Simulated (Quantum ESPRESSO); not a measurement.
# Energy of hcp Co (P6_3/mmc) against its fixed total spin moment, PBEsol at fixed cell

Models of cobalt layers in magnetic recording and spin-valve devices often treat each atomic moment as a rod of fixed length that can only turn. Whether that is fair under heating or at an interface depends on the energy needed to change the length. We therefore ask how the energy of hcp Co varies with its total spin moment, and how stiff the moment is about its preferred value. The moment of the two-atom cell is held at set values in PBEsol, with atoms and lattice fixed and the spins started parallel. Energies are free energies per cell, measured from the run in which the moment is left free. The holding field gives the slope dE/dM at each point.

## Calculations

One system, Co (P6_3/mmc), 2 atom(s) a primitive cell, from cells typed from measured lattice constants. Quantum ESPRESSO 7.5, plane waves with GBRV 1.5 PBEsol pseudopotentials, cutoff 544 eV, Fermi-Dirac smearing of 0.05 eV, k meshes whose coarsest spacing along a reciprocal vector is 0.16 1/Å over all runs (2π included). Functional: PBEsol, no Hubbard U; collinear spins, no spin-orbit coupling. Atoms and cell are fixed. The total spin moment is held at set values by separate Fermi energies for the two spins, starting from parallel moments on Co; one run leaves it free. Runs that did not converge or carry a known fault are not listed.

Notes on method and selection:

- Only states reached from a parallel start are followed; an antiferromagnetic order, which may lie lower, is outside this curve.
- Site moments count the spin inside each program's own atomic sphere, so they depend somewhat on its radius and leave out the spin between the spheres.
- Quantum ESPRESSO sets the radius of an element's spheres to about 0.41 of its shortest distance to a neighbour.
- Landau's expansion E = E0 + a M^2 + b M^4 is a quadratic in the squared moment.
- The variable on the horizontal axis was chosen because the fit in it was close; otherwise the moment or the wavevector itself is used without a fit.
- A measured moment is set beside the table only where the run ends ferromagnetic and the measured order is ferromagnetic too.
- Runs that did not converge, have known faults or may not be shown are not listed, and runs on Ansatz's PAW sets soft_1 and soft_2 are kept to separate tables.

Columns:

- squared moment (μB² (cell moment)): square of that moment.
- total moment (μB per cell): total spin moment of the cell, held fixed (free in one row).
- site moment (μB): largest site spin moment.
- holding field (meV per μB): half the difference of the up and down Fermi energies that hold the moment, equal to dE/dM.
- absolute moment (μB per cell): integral of the absolute spin density over the cell.
- energy (meV per cell): free energy less that of the run with the moment left free.

Input lines of one member:

```
&SYSTEM
  ecutwfc = 40
  ecutrho = 280
  nbnd = 28
  occupations = 'smearing'
  smearing = 'fd'
  degauss = 0.00367493
  nspin = 2
  starting_magnetization(1) = 0.072
  tot_magnetization = 2.449
/
&ELECTRONS
  conv_thr = 4d-09
  mixing_beta = 0.3
/
K_POINTS automatic
18 18 10 0 0 0
```

Command (options for logging and memory left out): `pw.x -in pw.in`

## Results

| member | squared moment (μB² (cell moment)) | total moment (μB per cell) | site moment (μB) | holding field (meV per μB) | absolute moment (μB per cell) | energy (meV per cell) | remark |
| --- | --- | --- | --- | --- | --- | --- | --- |
| 0.00 muB | 0.000 | 0.00 | 0.00 | 0 | 0.00 | 570.9 |  |
| 0.41 muB | 0.167 | 0.41 | 0.22 | −60 | 0.47 | 558.6 |  |
| 0.82 muB | 0.666 | 0.82 | 0.44 | −119 | 0.94 | 521.9 |  |
| 1.23 muB | 1.501 | 1.23 | 0.65 | −174 | 1.41 | 461.9 |  |
| 1.63 muB | 2.667 | 1.63 | 0.87 | −216 | 1.88 | 381.8 |  |
| 2.04 muB | 4.166 | 2.04 | 1.09 | −246 | 2.34 | 287.6 |  |
| 2.45 muB | 5.998 | 2.45 | 1.30 | −273 | 2.80 | ? |  |
| 2.86 muB | 8.162 | 2.86 | 1.51 | −260 | 3.24 | 70.4 |  |
| 3.27 muB | 10.660 | 3.27 | 1.71 | −15 | 3.62 | 0.2 |  |
| free | 10.823 | 3.29 | 1.72 | 0 | 3.64 | 0.0 | moment left free |
| 3.67 muB | 13.498 | 3.67 | 1.90 | 297 | 3.94 | 47.1 |  |
| 4.08 muB | 16.663 | 4.08 | 2.07 | 590 | 4.21 | 234.2 |  |
| 4.49 muB | 20.160 | 4.49 | 2.23 | 1012 | 4.52 | 571.9 |  |

Cells marked ? are withheld until the estimate has been made.

Least-squares fits to the members shown, with x = squared moment (μB² (cell moment)); R² and errors in the fitted variable (y, or ln y where the fit is in ln y):

| y | members | fit | R² | rms residual | leave-one-out rms | the same for the mean of the others |
| --- | --- | --- | --- | --- | --- | --- |
| energy (meV per cell) | 12 | y = 604.7 − 112.5 x + 5.440 x² | 0.98 | 29 | 45 | 243 |

## Reading the trend

Among the members shown, the energy falls from 570.9 meV per cell at zero moment to its reference zero at 3.29 μB, then climbs back to 571.9 meV at 4.49 μB. The well is lopsided: nearly the same energy is reached by removing 3.29 μB or by adding only 4.49 − 3.29 = 1.20 μB.

The stiffness is the slope of the holding field. The moments either side of each interval differ by √10.660 − √8.162 = 0.408 μB below and √13.498 − √10.660 = 0.409 μB above. Just below the free moment, between 2.86 and 3.27 μB, it is (−15 + 260) / 0.408 = 600 meV per μB² for the cell. Just above, between 3.27 and 3.67 μB, it is (297 + 15) / 0.409 = 763. With the lower figure, a change of 0.1 μB per cell costs about 0.5 × 600 × 0.1² = 3 meV. Near zero moment the slope is negative, −60 / 0.408 = −147 meV per μB², so the unpolarised state is unstable towards ferromagnetism.

Stoner's picture accounts for both signs. The curvature is ¼(1/N↑ + 1/N↓) − I/2, where N↑ and N↓ are the densities of states of the two spins at their Fermi energies and I is the exchange parameter, all per cell. At small moment both spins have many d states there, the band cost is low and exchange wins. Near the free moment the majority d band is almost full. Further majority electrons must enter broad sp states of low density, 1/N↑ becomes large, and the field rises steeply. The densities of states are not shown in the table, but cobalt's nearly full majority d band is well established.

This change of band filling also limits Landau's form. The quadratic in M² describes the overall well, with a leave-one-out error of 45 meV against 243 for the mean, but it smooths over the rapid stiffening. At 2.04 μB it gives 604.7 − 112.5 × 4.166 + 5.440 × 4.166² = 230.4 meV where the calculation gives 287.6. Its own minimum lies at M² = 112.5 / (2 × 5.440) = 10.34 μB², and the curvature there, 8 × 5.440 × 10.34 = 450 meV per μB², is too soft.

## An estimate before looking

Plain estimates from the members shown:

- 2.45 muB, fit at x = 5.998: 125.6 meV per cell
- 2.45 muB, straight-line interpolation between 2.04 muB and 2.86 muB: w = (5.998 − 4.166) / (8.162 − 4.166) = 0.458, so 287.6 + 0.458 × (70.4 − 287.6) = 188.0 meV per cell

The Landau fit is too low by 57 meV at 2.04 μB and by 22 meV at 2.86 μB, so its 125.6 meV for the member between them is not trusted. The straight line in M², 188.0 meV, should be somewhat high, because the energy curves upwards in that variable here.

The holding field offers a closer route, since it is the derivative of the energy and is known at 2.45 μB. We integrate it from 2.04 μB by the trapezoidal rule. The step is √5.998 − √4.166 = 0.408 μB and the mean field is (−246 − 273) / 2 = −259.5 meV per μB, which gives 287.6 − 0.408 × 259.5 = 181.7 meV per cell.

The same rule applied to the preceding step, from 1.63 to 2.04 μB, has a mean field of size (216 + 246) / 2 = 231 meV per μB and gives 381.8 − 0.408 × 231 = 287.6 meV, equal to the calculated value. Over the four earlier steps it misses by at most about 0.5 meV.

The field turns round soon after 2.45 μB, so this step may be less smooth than those tested. A cubic through the energies and fields of the two neighbours gives, at their midpoint, (287.6 + 70.4) / 2 + 0.816 × (−246 + 260) / 8 = 180.4 meV, 1.3 lower. We keep the trapezoidal value and widen the error to 0.8 meV, which allows for this difference in part.

**Committed estimate, 2.45 muB: energy = 181.7 ± 0.8 meV per cell.**

## The answer

| member | squared moment (μB² (cell moment)) | total moment (μB per cell) | site moment (μB) | holding field (meV per μB) | absolute moment (μB per cell) | energy (meV per cell) |
| --- | --- | --- | --- | --- | --- | --- |
| 2.45 muB | 5.998 | 2.45 | 1.30 | −273 | 2.80 | 181.3 |

| member | estimate | energy (meV per cell) | computed | estimate − computed | miss in error bars |
| --- | --- | --- | --- | --- | --- |
| 2.45 muB | committed | 181.7 | 181.3 | +0.4 | 0.5 |
| 2.45 muB | fit | 125.6 | 181.3 | −55.7 |  |
| 2.45 muB | interpolation | 188.0 | 181.3 | +6.7 |  |

The estimate of 181.7 ± 0.8 meV per cell is 0.4 meV above the computed 181.3, half an error bar. The straight line in M² was 6.7 meV too high and the Landau fit 55.7 meV too low, both in the direction we had expected.

Integrating the holding field was the right route. The cubic through the neighbouring energies and fields, at 180.4 meV, was 0.9 meV too low, so its correction to the trapezoidal value had the right sign but was too large.

The result shows that the listed fields and energies agree with each other over this step, as dE/dM requires. It is no separate test of the band-filling explanation, because the field at 2.45 μB was already known and carried most of the information.

## Departures from the trend

Least-squares fits to the whole series, with x = squared moment (μB² (cell moment)); R² and errors in the fitted variable (y, or ln y where the fit is in ln y):

| y | members | fit | R² | rms residual | leave-one-out rms | the same for the mean of the others |
| --- | --- | --- | --- | --- | --- | --- |
| energy (meV per cell) | 13 | y = 605.8 − 110.7 x + 5.330 x² | 0.98 | 31 | 49 | 235 |

Largest departures from the fit to the whole series:

| member | energy (meV per cell) | fit | computed − fit | in rms residuals |
| --- | --- | --- | --- | --- |
| 2.04 muB | 287.6 | 237.1 | +50.5 | 1.6 |
| 2.45 muB | 181.3 | 133.6 | +47.7 | 1.5 |
| 3.67 muB | 47.1 | 82.7 | −35.6 | 1.1 |
| 0.00 muB | 570.9 | 605.8 | −34.9 | 1.1 |

No single run stands out: the largest departure from the Landau fit is 1.6 rms residuals. The departures instead follow a pattern, which points to the form of the fit and not to faulty runs.

The members at 2.04 and 2.45 μB lie 50.5 and 47.7 meV above the fit because the fitted energy falls too early. Its steepest descent is at √(110.7 / (6 × 5.330)) = 1.86 μB, whereas the strongest negative field in the table is at 2.45 μB. A majority d band that fills up only near the free moment would delay the turn in this way, which two constant coefficients cannot follow.

The member at 3.67 μB lies 35.6 meV below the fit, mainly because the bottom of the fitted well is too high, at 605.8 − 110.7² / (4 × 5.330) = 31 meV instead of about zero. At zero moment the computed energy is 34.9 meV below the fit, which starts too high and falls too steeply.

## Conclusions

For parallel moments in this fixed cell, field integration in steps of 0.41 μB reproduces each energy difference between neighbours to about 0.5 meV up to 2.45 μB. Nearer the well it needs closer points: from 2.86 to 3.27 μB the mean field has a size of (260 + 15) / 2 = 137.5 meV per μB, and the trapezoidal rule gives 70.4 − 0.408 × 137.5 = 14.3 meV, against 0.2 computed.

For a device model, the stiffness of about 600 meV per μB² means that an applied field hardly changes the moment's length. With roughly 0.06 meV per μB for each tesla, 10 T adds 0.6 / 600 = 0.001 μB per cell. A rod of fixed length is therefore a good approximation for bulk Co in such fields; heating and interfaces are not tested here.

The curve also belongs to a fixed volume. Letting the volume relax at each moment should lower the zero-moment end relative to the well, since unpolarised Co favours a smaller volume.

[Logs are printed without paths, hosts, clocks, repeated set-up lines and the standing remarks that a program may print on its own settings, such as how far it seeks lower states.]
